\paragraph{Margin 1: units.} Take two identical shallow wells a distance $R$ apart, smooth on the lattice scale so that the valleys stay unmixed, and one electron near the conduction edge of a semiconducting nanotube. Typical tight-binding inputs for a diameter near 1 nm are $E_g=0.80$ eV and $\hbar v=0.60$ eV nm. They give $\hbar^2/m^*=2(\hbar v)^2/E_g=0.90$ eV nm$^2$, or $m^*=0.085\,m_e$. Set $\hbar^2/m^*=1$ and $V=-Z[\delta(x-R/2)+\delta(x+R/2)]$. One well binds at $-Z^2/2$. An assumed binding of 50 meV gives $1/Z=3.0$ nm and $Z^2\equiv100$ meV.

\paragraph{Margin 2: exact answer.} For $\psi=e^{-\kappa|x-R/2|}\pm e^{-\kappa|x+R/2|}$ the slope jumps by $-2\kappa$ at $R/2$, which must equal $-2Z\psi(R/2)$, so $\kappa=Z(1\pm e^{-\kappa R})$. With $\rho=ZR$, $k=\kappa/Z$, $w=\rho(k-1)$ and $s=\rho e^{-\rho}$ this reads $we^{w}=\pm s$:
\begin{equation}
k_\pm=1+W_0(\pm s)/\rho,\qquad E_\pm=-Z^2k_\pm^2/2 .
\end{equation}
The principal Lambert branch has $W_0\ge-1$. For $\rho\le1$ it returns $W_0(-s)=-\rho$, hence $k_-=0$: the odd state needs $\rho>1$, here $R>3.0$ nm. The target is $\Delta=E_--E_+$. At $\rho=1.5$ ($R=4.5$ nm), $k_+=1.17231$, $k_-=0.58281$ and $\Delta=0.51732\,Z^2$. Each of $+,-,\times,\div$ counts as one operation, an exponential as $X=20$ by convention, and $\varepsilon$ is the relative error of $\Delta$.

\paragraph{Margin 3: the series behind $2Z^2e^{-ZR}$.} Lagrange inversion gives $W_0(z)=\sum_{n\ge1}(-n)^{n-1}z^n/n!$ and $W_0^2=-2\sum_{n\ge2}(-n)^{n-3}z^n/(n-2)!$. Only odd powers survive in $\Delta/Z^2=(w_+-w_-)/\rho+(w_+^2-w_-^2)/2\rho^2$:
\begin{equation}
\frac{\Delta}{Z^2}=2e^{-\rho}\sum_{n\ \mathrm{odd}}\frac{n^{n-1}}{n!}\Big[1-\frac{n-1}{n\rho}\Big]s^{n-1}=2e^{-\rho}+(3\rho^2-2\rho)e^{-3\rho}+\dots
\end{equation}
By Stirling's formula the terms fall as $Q^{n/2}n^{-3/2}$ with $Q=(es)^2$, so $M$ terms leave $\varepsilon\sim Q^MM^{-3/2}$. Here $Q=0.828$; at $\rho=4$ it is 0.040. Near the branch point $\ln Q\simeq-(\rho-1)^2$, and $M$ grows roughly as $\ln(1/\varepsilon)/(\rho-1)^2$. Two Horner polynomials in $s^2$, with about $2M$ stored coefficients, cost
\begin{equation}
C_S=X+4M+1\quad(M\ge2),\qquad C_S=X+1\quad(M=1).
\end{equation}

\paragraph{Margin 4: Newton iteration.} For $f(k)=k-1\mp e^{-\rho k}$ the root has $f'=1+w$ and $f''=-\rho w$, so
\begin{equation}
e_{j+1}\simeq-\frac{\rho w}{2(1+w)}\,e_j^2,\qquad e_j=k_j-k_\pm .
\end{equation}
The start $k=1$ has $ff''>0$ for both parities, so convergence is monotone. A step costs $X+7$, the first exponential is shared, and forming $\Delta$ takes 4. Thus $J$ steps per parity cost $C_N=(2J-1)X+14J+4$ in constant memory, with $J\sim\log_2\ln(1/\varepsilon)$. As $\rho\to1$ the odd root merges with $k=0$; the early steps only halve the error, which adds about $\log_2[1/(\rho-1)]$ steps.

\paragraph{Margin 5: the grid is solvable too.} With the three-point Laplacian of mesh $h$ and $-Z/h$ on two sites, a decay $e^{-p|x|}$ has $E=-(\cosh ph-1)/h^2$, and matching at a well gives $\sinh(ph)/h=Z(1\pm e^{-pR})$. To order $h^2$, $\delta p=-\kappa^3h^2/6(1+w)$ and $E=-p^2/2-p^4h^2/24$. Hard walls a distance $D$ outside the wells turn the outer logarithmic slope $\kappa$ into $\kappa\coth\kappa D$, which acts as $\delta Z=-\kappa e^{-2\kappa D}$, with $d\kappa/dZ=\kappa/Z(1+w)$. Together,
\begin{equation}
\delta E=\kappa^4h^2\Big[\frac{1}{6(1+w)}-\frac1{24}\Big]+\frac{\kappa^3e^{-2\kappa D}}{Z(1+w)} .
\end{equation}
At $\rho=1.5$, $\delta\Delta/\Delta=-0.241(Zh)^2+1.02\,e^{-2\kappa_-D}$. A Sturm pass costs 3 per site, and the two parity halves total $N=(R+2D)/h$ sites, all stored for a general potential. Bisecting $[-2Z^2,0]$ in $B$ passes costs $C_G=3NB\sim\varepsilon^{-1/2}\ln^2(1/\varepsilon)$. Below, $D$ and $B$ hold the wall term and the final bracket under a tenth of the targets $10^{-2},10^{-4},10^{-8}$. The listed grid error is the mesh part, taken in the last row from the $h^2$ law.

\paragraph{Margin 6: the ledger at $\rho=1.5$.} Every entry underestimates $\Delta$.
\begin{center}
\begin{tabular}{llrl}
method & setting & operations & $\varepsilon$\\ \hline
series & $M=1$ & 21 & 0.14\\
 & $M=2$ & 29 & $5.7\times10^{-2}$\\
 & $M=6$ & 45 & $7.9\times10^{-3}$\\
 & $M=7$ & 49 & $5.5\times10^{-3}$\\
 & $M=21$ & 105 & $9.8\times10^{-5}$\\
 & $M=32$ & 149 & $7.0\times10^{-6}$\\
 & $M=44$ & 197 & $4.7\times10^{-7}$\\
 & $M=62$ & 269 & $9.6\times10^{-9}$\\
Newton & $J=1$ & 38 & 0.11\\
 & $J=2$ & 92 & $7.4\times10^{-3}$\\
 & $J=3$ & 146 & $5.8\times10^{-5}$\\
 & $J=4$ & 200 & $3.8\times10^{-9}$\\
grid & $R/h=8$, $D=4R$, $N=72$, $B=12$ & 2592 & $8.3\times10^{-3}$\\
 & $R/h=80$, $D=7R$, $N=1200$, $B=19$ & 68400 & $8.5\times10^{-5}$\\
 & $R/h=8000$, $D=12R$, $N=200000$, $B=32$ & $1.92\times10^7$ & $8.5\times10^{-9}$
\end{tabular}
\end{center}
In the last row, rounding at $2^{-53}$ on entries $1/h^2$ amounts to $3.2\times10^{-9}Z^2$, against a tolerance of $5.2\times10^{-9}Z^2$; double precision is nearly exhausted.

\paragraph{Margin 7: choices.} The smallest $M$ that meet $10^{-2},10^{-4},10^{-8}$ are 6, 21, 62, and the smallest $J$ are 2, 3, 4. The series is cheapest at $10^{-2}$ (45 against 92) and at $10^{-4}$ (105 against 146). Newton is cheapest at $10^{-8}$ by a factor of only 1.3, and $X+249=7X+60$ shows that it loses this lead for $X>31.5$. A budget of 50 operations is best spent on $M=7$, 150 on $M=32$, and 200 on $J=4$. At $\rho=4$ ($R=12$ nm), $M=1$ already gives $6.8\times10^{-3}$ and $M=5$ gives $2.3\times10^{-9}$ for 41 operations. The grid costs 58 times the series at $10^{-2}$ and fits none of these budgets. Its cost buys generality, since wells of arbitrary shape need no change of code.

\paragraph{Margin 8: where the digits stop mattering.} The model's splittings are 52 meV at 4.5 nm and 3.7 meV at 12 nm. The two-band dispersion $\sqrt{(E_g/2)^2-(\hbar v\kappa)^2}$ deepens a binding $\epsilon=-E$ by $\epsilon^2/E_g$ at fixed $\kappa$. This changes $\Delta$ by the fraction $(\epsilon_++\epsilon_-)/E_g=0.11$ at $\rho=1.5$, and a change of the matching condition of similar order is to be expected. That exceeds the truncation error of $M=2$, so 29 operations exhaust the physics of the parabolic band. Atomic-scale defects also mix valleys, which can alter $\Delta$ at order unity. Covalent $sp^3$ defects typically trap excitons by 100 to 300 meV, at least twice the assumed binding. Since $1/Z$ scales as the inverse square root of the binding at fixed mass, the model overstates how far such traps couple.